**Question.** I have single-site 3d levels for Ni from the Dirac equation of relativistic spin-DFT with spherical potentials. The numbers are made up as an exercise and rounded to 1 meV:

| $m_j$ | $+5/2$ | $-5/2$ | $+3/2$ | $-3/2$ |
|---|---|---|---|---|
| $E$ (eV) | $-1.027$ | $-1.621$ | $-1.062,\ -1.816$ | $-1.193,\ -1.685$ |

Can I extract the exchange field and the spin-orbit constant, and is the answer unique?

**Answer.** Yes, given the $m_j$ labels.

For stationary states the Gordon decomposition of the charge current is $\mathbf j=\mathbf j_{\rm orb}+\nabla\times\mathbf m$, with $\mathbf m=-\mu_B\sum\phi^\dagger\beta\boldsymbol\Sigma\phi$. The coupling $-\int\mathbf j\cdot\mathbf A$ becomes an orbital term plus $-\int\mathbf m\cdot\mathbf B$. Drop the orbital term, take $E_{xc}[n,\mathbf m]$ and define $\mathbf B_{xc}=-\delta E_{xc}/\delta\mathbf m$:
$$[c\boldsymbol\alpha\cdot\mathbf p+(\beta-1)m_ec^2+v_s+\mu_B\beta\boldsymbol\Sigma\cdot(\mathbf B_{\rm ext}+\mathbf B_{xc})]\phi=\varepsilon\phi .$$
Set $\mathbf B_{\rm ext}=0$, $\mathbf B_{xc}=B(r)\hat z$. Then $m\equiv m_j$ and parity are conserved, $j$ is not. With $\phi=r^{-1}\sum_\kappa(P_\kappa\chi_\kappa^m,\,iQ_\kappa\chi_{-\kappa}^m)$, $\sigma_r\chi_\kappa=-\chi_{-\kappa}$ and $G_{\kappa\kappa'}=\langle\chi_\kappa^m|\sigma_z|\chi_{\kappa'}^m\rangle$,
$$\hbar c\left(P_\kappa'+\tfrac{\kappa}{r}P_\kappa\right)=(\varepsilon-v_s+2m_ec^2)Q_\kappa+\mu_BB\sum_{\kappa'}G_{-\kappa,-\kappa'}Q_{\kappa'},$$
$$\hbar c\left(Q_\kappa'-\tfrac{\kappa}{r}Q_\kappa\right)=-(\varepsilon-v_s)P_\kappa+\mu_BB\sum_{\kappa'}G_{\kappa\kappa'}P_{\kappa'} .$$
The nonzero elements (Condon-Shortley phases) are $G_{\kappa\kappa}=-2m/(2\kappa+1)$ and $G_{\kappa,-\kappa-1}=-\sqrt{1-G_{\kappa\kappa}^2}$. Large components thus couple $\kappa$ to $-\kappa-1$ ($d_{5/2}$ to $d_{3/2}$), small components couple $\kappa$ to $1-\kappa$ ($d_{5/2}$ to $g_{7/2}$, $d_{3/2}$ to $s_{1/2}$).

**Model.** Neglect the $Q$ field terms and use one radial function, with $b=\mu_B\langle B\rangle$ and field-free levels $\varepsilon_d+\xi$ ($d_{5/2}$) and $\varepsilon_d-\tfrac32\xi$ ($d_{3/2}$):
$$H_m=\begin{pmatrix}\varepsilon_d+\xi+\tfrac{2m}{5}b&-b\sqrt{1-\tfrac{4m^2}{25}}\\-b\sqrt{1-\tfrac{4m^2}{25}}&\varepsilon_d-\tfrac32\xi-\tfrac{2m}{5}b\end{pmatrix}.$$
Hence $E_{\pm5/2}=\varepsilon_d+\xi\pm b$, and for $|m|\le3/2$
$$E=\varepsilon_d-\tfrac{\xi}{4}\pm D_m,\qquad D_m^2=b^2+mb\xi+\tfrac{25}{16}\xi^2 .$$

**Inversion.** Treat rounding as independent errors with $\sigma=1\text{ meV}/\sqrt{12}=0.29$ meV.

- Half the difference of $E_{\pm5/2}$ gives $b=297.0\pm0.2$ meV ($\sigma/\sqrt2$).
- Their mean is $A=-1.324$ eV, and both $\pm3/2$ pairs have mean $M=-1.439$ eV. So $\xi=\tfrac45(A-M)=92.0\pm0.2$ meV ($0.69\sigma$).
- $\varepsilon_d=\tfrac15A+\tfrac45M=-1.4160\pm0.0001$ eV.

The gaps give a second route. With $D_{3/2}=0.377$ eV and $D_{-3/2}=0.246$ eV, $\xi=(D_{3/2}^2-D_{-3/2}^2)/3b=91.6\pm0.2$ meV. The 0.4 meV difference is 1.4 times the combined uncertainty of 0.3 meV, so the routes are consistent. The unlisted levels should be $-1.100,\,-1.778$ eV ($m=+1/2$) and $-1.143,\,-1.735$ eV ($m=-1/2$).

**Uniqueness.** The first route is linear, hence unique. Without labels the sign of $b$ is lost, since $(b,m)\to(-b,-m)$ is time reversal. The gaps alone fix only $b\xi$ and $b^2+\tfrac{25}{16}\xi^2$, which survive $(b,\xi)\to(-b,-\xi)$ and $(b,\xi)\to(\tfrac54\xi,\tfrac45b)$. The false twin $b=0.115$ eV, $\xi=0.238$ eV has identical gaps, and $E_{\pm5/2}$ exclude it.

**Neglected terms.** The small-component weight is about $T/2m_ec^2=3\times10^{-4}$ for an approximate 3d kinetic energy $T=300$ eV. The $Q$ terms are then of order 0.09 meV in first order, and $l\pm2$ mixing with a level 1 eV away shifts energies by roughly $8\times10^{-9}$ eV. Spin-dependent radial functions can matter more. They replace the diagonal $\xi l_zs_z$ by $\xi_\uparrow$ and $\xi_\downarrow$ terms, which bias $b$ by $(\xi_\uparrow-\xi_\downarrow)/2$ and separate the two pair means by $\tfrac34(\xi_\uparrow-\xi_\downarrow)$. Here the means coincide, so $\xi_\uparrow-\xi_\downarrow$ vanishes within $\tfrac43\sigma=0.4$ meV. A self-consistent run need not pass this test.

**Meaning.** Positive $b$ puts spin down in the majority, with $\mathbf m$ along $+z$. The model's field is $b/\mu_B=5.13\times10^3$ T and its exchange splitting is $2b=0.594$ eV. Dividing by the measured spin moment, $0.57\,\mu_B$ per atom (compiled value, Ekholm 2018), gives an effective Stoner parameter of 1.0 eV for the model. In fcc Ni these are site parameters, since hopping breaks $m_j$ conservation and spreads the levels into bands several eV wide. The data were chosen to resemble typical local-spin-density results, and the model's splitting is about twice the roughly 0.3 eV typical of Ni in photoemission.